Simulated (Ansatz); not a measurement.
# A series in volume scale on BPd2

Results calculated with Ansatz 0.2.0, not measured. Free energy against uniform scaling of the volume at fixed shape and fractions; periodic cell, basis, potentials, k mesh and filling as listed.

The cell before it is scaled or strained (space group Pnnm, No. 58):
```
CELL_PARAMETERS angstrom
4.70740 0.00000 0.00000
0.00000 5.14410 0.00000
0.00000 0.00000 3.11990
ATOMIC_POSITIONS crystal
B 0.00000 0.00000 0.00000
B 0.50000 0.50000 0.50000
Pd 0.25000 0.34489 0.00000
Pd 0.75000 0.65511 0.00000
Pd 0.75000 0.15511 0.50000
Pd 0.25000 0.84489 0.50000
```

Settings of every row: functional PBEsol; dispersion none; potentials PAW; wave cutoff 462.59 eV; density cutoff 1850.4 eV; k mesh 5x5x7; k shift 0x0x0; occupations fermi dirac; smearing width 0.1 eV; spin none.

Limits: coarse k mesh, up to 40 meV an atom off.

```csv
row,volume scale,V (Å³/atom),energy above lowest point (meV/atom)
1,0.9406,11.844,15.8
2,0.9703,12.218,0
3,1,12.592,?
4,1.0297,12.966,15
5,1.0594,13.34,40.8
```

Question: what energy above lowest point should row 3 give?

Worked fit of energy above lowest point. Take u = (V_r/V)^(2/3) − 1 with V_r = 12.592 Å³ an atom, which is twice the finite (Eulerian) strain; such expansions in the strain, on which the Birch-Murnaghan equation of state is built, carry the rest volume and the bulk modulus. The shown rows have u = 0.04167, 0.0203, -0.01932, -0.03774. Least squares give energy above lowest point = 0.61 − 387.7 × u + 18009 × u² meV/atom; a straight line predicts inner rows, each left out in turn, worse (root mean square 16 against 0.43 meV/atom). The rows lie off it by 0.1, -0.2, 0.2, -0.1. Its lowest point lies at u = 0.0108, or V = 12.39 Å³ an atom, and the curvature there gives the bulk modulus at fixed shape and fractions, B = (4/9)(1 + u)² E″(u)/V = 211 GPa. Letting shape and atoms relax would as a rule lower it, by much in layered, chain or molecular crystals. The withheld row has u = 0, so the fit gives 0.61 − 387.7 × (0) + 18009 × (0)² = 0.6 meV/atom.

The calculation gave 0.6 meV/atom. The fit meets it to the printed digit.
